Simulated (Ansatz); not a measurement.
Bi₂Se₃: pressure against volume scale

All results are calculated (Ansatz 0.2.0). Periodic Kohn-Sham DFT of a crystal at fixed atoms, scaled to volume_scale times the given cell; pressure positive in compression, energy less spherical unpolarised free atoms, largest_vzz the field gradient of largest size among the nuclei.

The cell before it is scaled or strained (space group R-3m, No. 166):
```
cell vectors (Å)
   2.0715     1.1960     9.5453
  -2.0715     1.1960     9.5453
   0.0000    -2.3920     9.5453
atoms (fractions of the cell vectors)
Bi  0.40080  0.40080  0.40080
Bi  0.59920  0.59920  0.59920
Se  0.00000  0.00000  0.00000
Se  0.21170  0.21170  0.21170
Se  0.78830  0.78830  0.78830
```

Settings of every row: method frozen-core PAW; functional PBEsol; relativity scalar; k mesh 6x6x6; filling fermi-dirac; smearing width 0.03 eV; wave cutoff 420 eV; paw set soft_2.

Atom start moment: 0 on all atoms.

Limits: PAW files made with PBE; a layered crystal: even scaling strains the bonds within the layers, so this curve is stiffer than the crystal under pressure; field gradient without spin-orbit coupling on heavy atoms; no spin-orbit coupling on heavy atoms; small gap, it may come from the mesh.

```csv
row,volume scale,V (Å³/atom),pressure (GPa),largest V_zz (1e21 V/m^2)
1,0.94,26.676,4.085,7.607
2,0.96,27.243,2.443,7.587
3,0.98,27.811,0.972,7.567
4,0.99,28.095,0.295,7.564
5,1,28.378,-0.345,7.562
6,1.01,28.662,-0.952,7.553
7,1.02,28.946,-1.526,7.539
8,1.04,29.513,-2.583,7.509
9,1.06,30.081,?,?
```

Question: what pressure should row 9 give?

Worked fit of pressure. Take u = (V_r/V)^(2/3) − 1 with V_r = 28.236 Å³ an atom, which is twice the finite (Eulerian) strain; such expansions in the strain, on which the Birch-Murnaghan equation of state is built, carry the rest volume and the bulk modulus. The shown rows have u = 0.03862, 0.02415, 0.01016, 0.00334, -0.00334, -0.00993, -0.01642, -0.02906. Least squares give pressure = −0.0283 + 95.64 × u + 272.49 × u² + 227 × u³ GPa; a parabola predicts inner rows, each left out in turn, worse (root mean square 0.0023 against 0.00081 GPa). The rows lie off it by 0.000, -0.001, 0.000, 0.001, 0.000, -0.001, 0.000, 0.000. The pressure vanishes at u = 0.0003, or V = 28.22 Å³ an atom, and there the bulk modulus at fixed shape and fractions is B = −V dP/dV = (2/3)(1 + u) dP/du = 63.9 GPa. Letting shape and atoms relax would as a rule lower it, by much in layered, chain or molecular crystals. The withheld row has u = -0.04132, so the fit gives −0.0283 + 95.64 × (-0.04132) + 272.49 × (-0.04132)² + 227 × (-0.04132)³ = -3.531 GPa.

The calculation gave -3.529 GPa. The fit lies 0.002 GPa (0.026 % of the column's range) below it; its largest miss of a shown row is 0.001 GPa. This row lies beyond the range of the fit.

The other values of row 9: largest V_zz 7.493 1e21 V/m^2.
